Q: I work with Te2+, and what binds to a neighbour is the outer part of the ion. You have its density from non-relativistic and from Dirac Hartree-Fock out to 1.53 bohr. Can you tell me the five outer rows without looking?

Radial electron density 4πr²n(r) of the spherical Te2+ ion (Z = 52, [Kr] 4d10 5s2 5p2), computed with B-spline radial code 1 at the basis-set limit. The non-relativistic Hartree-Fock run uses a point nucleus and an average of configuration; the Dirac-Coulomb Hartree-Fock run uses a Fermi nucleus and an average of configuration over nl shells.

```
r (bohr)  4πr²n, non-rel. (electrons/bohr)  4πr²n, Dirac (electrons/bohr)  Dirac / non-rel.
0.000385                            0.1774                         0.3320             1.871
0.000476                            0.2686                         0.4876             1.815
0.000588                            0.4052                         0.7133             1.760
0.000728                            0.6121                          1.044             1.706
0.000900                            0.9189                          1.520             1.654
 0.00111                             1.368                          2.192             1.603
 0.00138                             2.055                          3.190             1.552
 0.00170                             3.017                          4.539             1.505
 0.00211                             4.454                          6.489             1.457
 0.00260                             6.427                          9.076             1.412
 0.00322                             9.243                          12.64             1.368
 0.00398                             13.05                          17.29             1.325
 0.00493                             18.14                          23.28             1.283
 0.00609                             24.55                          30.52             1.243
 0.00932                             41.21                          48.06             1.166
  0.0115                             50.20                          56.73             1.130
  0.0143                             58.45                          64.00             1.095
  0.0176                             63.78                          67.86             1.064
  0.0218                             65.42                          67.85             1.037
  0.0270                             63.16                          64.38             1.019
  0.0334                             59.15                          60.23             1.018
  0.0510                             61.72                          65.24             1.057
  0.0631                             72.14                          76.24             1.057
  0.0965                             84.83                          84.97             1.002
   0.119                             75.93                          74.03             0.975
   0.148                             64.03                          62.45             0.975
   0.183                             62.34                          62.71             1.006
   0.226                             69.59                          70.89             1.019
   0.279                             69.80                          70.00             1.003
   0.427                             31.05                          30.31             0.976
    1.24                             10.02                          9.990             0.996
    1.53                             5.174                          5.328             1.030
    1.89                                 ?                              ?                 ?
    2.34                                 ?                              ?                 ?
    2.89                                 ?                              ?                 ?
    3.58                                 ?                              ?                 ?
    5.47                                 ?                              ?                 ?
```

A: I can give a value and a range for each. Call D(r) = 4πr²n(r) the radial density, the number of electrons per bohr of radius r, with n the electron density; the last column is D from the Dirac run over D from the non-relativistic run. Both runs hold 50 electrons, of which 46 fill the shells up to 4d and four sit in 5s2 5p2. The forecast depends on where those four are and on how relativity moves them.

Q: Do the known rows show how relativity acts?

A: They show it most cleanly near the nucleus. For s electrons near a point charge Z, Dirac theory multiplies the density by a power of r, with α the fine-structure constant:

Dirac / non-rel. ∝ r^(2γ − 2), γ = √(1 − (Zα)²)

This gives an exponent of −0.150, and the first six rows give −0.146. These radii lie outside the nucleus (roughly 10⁻⁴ bohr, a recalled size); inside it the finite nucleus of the Dirac run stops the rise, so the power law does not extend to r = 0. Every ns orbital has a part that reaches the nucleus, where relativity acts on it directly, so theory has the 5s drawn inward too.

Q: Why not simply continue the fall between the last two rows?

A: Because of the electron count. Between 1.24 and 1.53 bohr, ln D falls with a slope of −2.28 per bohr, and an exponential continued from there holds 5.174/2.28 = 2.27 electrons. That has to cover what remains of 4d as well as most of the four valence electrons, whose outer lobes should peak near 2 bohr. The slope there belongs mainly to the dying n = 4 shell, and the valence shell should rise out of it as a shoulder.

Q: How do you put numbers on the shoulder?

A: Each valence pair gets a normalised Slater lobe, and the n = 4 shell gets a tail:

D(r) = tail(r) + Σ 2·(2ζ)·x⁸·exp(−x)/8!, x = 2ζr, summed over 5s and 5p

Slater's rules give the n = 5 shell an effective quantum number of 4 and screen the nucleus by the three other valence electrons, the 18 of n = 4 and the 28 inside:

ζ = (52 − 3·0.35 − 18·0.85 − 28)/4 = 1.913 per bohr

An exponent scales as the root of the binding energy, so I split ζ using rough recalled values of 38 eV for 5s and 28 eV for 5p. That gives 2.064 and 1.772 per bohr. The tail is what the lobes leave unexplained in the non-relativistic rows at 1.24 and 1.53 bohr, continued once as exp(−br) and once as r^7.4·exp(−br), with the mean as the forecast.

Take r = 2.34 bohr, which enters no fit:

5s: x = 9.66, x⁸·exp(−x)/8! = 0.120, term = 2·4.128·0.120 = 0.99
5p: x = 8.29, x⁸·exp(−x)/8! = 0.139, term = 2·3.544·0.139 = 0.98
tail 0.19; D = 2.16 electrons/bohr

These terms are the model's own division of the total, not orbital densities of the run.

Q: How far should I trust Slater's rules for an ion this heavy?

A: Moderately. With nothing fitted, a full set of Slater shells reproduces the known non-relativistic rows within a factor 1.12 in the rms sense, but it is 43 % above the computed value at 1.53 bohr, which is why the tail is refitted. The range spans both tail forms and a change of ζ by ±10 %, a chosen and not a derived margin, widened by that rms factor. Since d ln D/d ln ζ = 9 − x, an error in ζ matters least just beyond the top of a lobe, at x = 9, and its effect grows steadily farther out.

Q: And the ratio?

A: I let only 5s contract, ζ → ζ(1 + δ), which changes its term by

Δ ln D(5s) = 9·ln(1 + δ) − x·δ ≈ δ·(9 − x)

A contracted lobe gains density inside x ≈ 9, about 2 bohr, and loses it outside. Fitting the ratio at 1.53 bohr gives δ = 6.3 %. In the worked row the 5s term is then multiplied by exp(0.550 − 0.609) = 0.943, and the ratio is 1 − 0.057·0.99/2.16 = 0.974.

The model fails its one check on known ground: at 1.24 bohr it gives 1.015 where the table has 0.996. It leaves 4d and 5p untouched, and an expanded 4d or a contracted 5p1/2 could also lift the ratio at 1.53 bohr, so δ is not a measured contraction. The range therefore takes δ ± 50 % and lets the 5p exponent move by ±1 %.

Q: Then commit yourself.

A: D keeps falling at every listed radius, so the valence shell appears as a shoulder and not as a sampled maximum; the slope of ln D flattens near 1.9–2.3 bohr and then steepens. The non-relativistic D is about 3, 2, 1.3, 0.5 and 0.015, the first three uncertain by tens of percent, the fourth by about a factor 2 and the last by a factor 3–4. The single exponential falls short, tenfold or more from 3.58 bohr outward.

The ratio is slightly above 1 at 1.89 bohr, crosses 1 near 2 bohr, and is about 0.97, 0.92 and 0.90 in the next three rows. At the last radius it levels off near 0.9 as 5p takes over. That is the weakest forecast, and its range may reach above 1. Evaluated in full, with D in electrons/bohr and the Dirac range taken as the non-relativistic one times the central ratio:

r = 1.89: non-rel. 3.02 [2.35, 3.62], Dirac 3.09 [2.41, 3.71], ratio 1.023 [1.006, 1.036]
r = 2.34: non-rel. 2.16 [1.74, 2.56], Dirac 2.10 [1.70, 2.50], ratio 0.974 [0.953, 0.992]
r = 2.89: non-rel. 1.34 [0.93, 1.81], Dirac 1.24 [0.86, 1.67], ratio 0.924 [0.881, 0.969]
r = 3.58: non-rel. 0.55 [0.30, 0.92], Dirac 0.49 [0.27, 0.82], ratio 0.897 [0.831, 0.969]
r = 5.47: non-rel. 0.016 [0.005, 0.050], Dirac 0.014 [0.004, 0.046], ratio 0.919 [0.813, 1.045]

The far tail has a law of its own. An electron bound by an energy I that leaves a charge of 3 behind has D ∝ r^(6/κ)·exp(−2κr), with κ = √(2I) in atomic units. The recalled 28 eV gives κ = 1.43 per bohr and a mean slope of −1.93 per bohr over the last interval.

The withheld rows as computed:

```
r (bohr)  4πr²n, non-rel. (electrons/bohr)  4πr²n, Dirac (electrons/bohr)  Dirac / non-rel.
    1.89                             3.277                          3.344             1.020
    2.34                             2.191                          2.135             0.975
    2.89                             1.166                          1.091             0.936
    3.58                            0.4179                         0.3806             0.911
    5.47                           0.01217                        0.01088             0.894
```

Q: All fifteen values are inside your ranges. Is that a success or just wide bars?

A: Partly wide bars, so the shape is the better test. The shoulder is there: D falls at every radius, and the non-relativistic slope eases from −2.28 to −0.89 per bohr between 1.89 and 2.34 bohr before it steepens in each later interval. The grid brackets the flattest stretch without locating it. The row-by-row comparison stands in the output that follows.

One forecast was too strong. The single exponential lies below every computed value, but only by a factor 8.6 at 3.58 bohr, short of tenfold; at the last radius the factor is 18.7. The miss has the same source as the model's own excess at that radius.

Q: Your misses in D change sign. What do they say?

A: Relative to the computed non-relativistic D, the model is 8 % low in the first revealed row, 1 % low in the second, and 15 %, 30 % and 28 % high in the outer three. The computed density is thus more compact than the model's, and the near hit in the worked row owes much to lying where 9 − x is small. One cause shows in the orbitals of the run: both 5s and 5p peak closer to the nucleus than my lobes do, so the lobes sit too far out. Another is standard: real 5s and 5p orbitals have nodes and keep some charge in inner loops, whereas nodeless lobes place all four electrons outside. That contributes to an excess far out, by an amount not tested here, but does not explain the deficit further in. The deficit comes from the misplaced lobes: at 1.89 bohr the run's 5s and 5p orbitals together give 2.37 electrons/bohr, against 2.03 from my lobes. The n = 4 tail is not to blame, since the run leaves 0.91 for it there and the model already allows 0.99.

The excess stops growing beyond 3.58 bohr because the slope is then right. Over the last interval the run gives −1.87 per bohr, against −1.88 from the lobes and −1.93 from the asymptotic law. The limiting slope −2κ = −2.87 is far from reached, since the residual charge adds 6/(κr) to the slope. The agreement is only as good as a two-figure energy, and the Hartree-Fock decay follows the orbital energy of the averaged, uncorrelated 5p2 shell, not the true ionisation energy.

Q: How would a related ion differ?

A: By the same argument, Te4+ with 5s2 alone would have a lower and tighter shoulder. With no 5p to take over, its ratio should keep falling through the tail instead of slowing. For Se2+ the pattern of gain inside the lobe and loss outside should persist, with an amplitude reduced roughly as (Zα)². None of this is tested by the present rows.

Q: And the ratio for Te2+ itself?

A: The crossing of 1 lies between 1.89 and 2.34 bohr, as forecast, and the first four ratios are missed by at most 0.014. A ratio below 1 out here means charge drawn inward, not an expanded shell; a contracted 5s reproduces this, though a fit to the total density does not prove that 5s acts alone.

The last row is the telling miss. The value 0.894 is near 0.9, but the model had turned up to 0.919, while the computed ratio still falls from 0.911. With 5p unchanged the model must return toward 1 once 5s has died away, and the run shows no such return within the radii listed. The Dirac run also weights 5p1/2 and 5p3/2 statistically, so the ground level, richer in the tighter 5p1/2, should lose more in the tail than this. The orbitals of the two runs show what the fit missed: relativity shrinks the mean radius of 5s by 3.5 %, that of 5p1/2 by 3.2 % and that of 5p3/2 by less than 0.1 %. So 5p does not stay put, and its tighter 5p1/2 part should help to hold the ratio down where 5s fades. How the loss at 5.47 bohr divides between 5s and 5p is not resolved here. The fitted δ of 6.3 % was too large for 5s alone; it probably stood in for changes in other shells as well, such as the contraction of 5p1/2 and a slight expansion of 4d5/2.

The analysis program printed:

```
first 6 rows: slope of ln(D_nr/r^2) -103.6 /bohr, -2Z = -104
first 6 rows: ratio exponent -0.146, 2 gamma - 2 = -0.150, (Z alpha)^2 = 0.144
Dirac - non-rel.: 0.15 e/bohr at r=0.000385, largest 6.85 at r=0.00932
unfitted Slater shells on known rows: rms ln error 0.117 (factor 1.12); table rounding under 0.05 %
  r=1.53 bohr: model/computed 1.43
  r=0.427 bohr: model/computed 1.27
  r=0.000385 bohr: model/computed 0.89
  r=1.24 bohr: model/computed 1.08
  r=1.53 bohr: model/computed 1.43
zeta mean 1.913, 5s 2.064, 5p 1.772 /bohr; lobe peaks 1.94, 2.26 bohr
single exponential: slope -2.28 /bohr, electrons beyond 1.53: 2.27; model valence there 3.4
5s exponent change fitted at r=1.53: 6.3 %; check r=1.24: model 1.015, table 0.996
D_nr (e/bohr): r, predicted [range], computed, miss; single exponential, computed over it
  1.89: 3.02 [2.35, 3.62], 3.277, -8 % inside; 2.28, x1.4
  2.34: 2.16 [1.74, 2.56], 2.191, -1 % inside; 0.817, x2.7
  2.89: 1.34 [0.926, 1.81], 1.166, +15 % inside; 0.233, x5.0
  3.58: 0.545 [0.3, 0.917], 0.4179, +30 % inside; 0.0484, x8.6
  5.47: 0.0155 [0.00451, 0.0495], 0.01217, +28 % inside; 0.000652, x18.7
D_dirac (e/bohr): r, predicted [range], computed, miss
  1.89: 3.09 [2.41, 3.71], 3.344, -8 % inside
  2.34: 2.1 [1.7, 2.5], 2.135, -2 % inside
  2.89: 1.24 [0.855, 1.67], 1.091, +13 % inside
  3.58: 0.489 [0.269, 0.822], 0.3806, +28 % inside
  5.47: 0.0143 [0.00414, 0.0455], 0.01088, +31 % inside
ratio: r, predicted [range], computed, miss (rounding 0.0005)
  1.89: 1.023 [1.006, 1.036], 1.020, +0.003 inside
  2.34: 0.974 [0.953, 0.992], 0.975, -0.001 inside
  2.89: 0.924 [0.881, 0.969], 0.936, -0.012 inside
  3.58: 0.897 [0.831, 0.969], 0.911, -0.014 inside
  5.47: 0.919 [0.813, 1.045], 0.894, +0.025 inside
slope of ln D (/bohr): interval, model, computed non-rel., computed Dirac
  1.53-1.89: -1.50, -1.27, -1.29
  1.89-2.34: -0.75, -0.89, -1.00
  2.34-2.89: -0.87, -1.15, -1.22
  2.89-3.58: -1.30, -1.49, -1.53
  3.58-5.47: -1.88, -1.87, -1.88
asymptotic law: kappa 1.43 /bohr, power 4.18, slope over last interval -1.93, limit -2.87
```
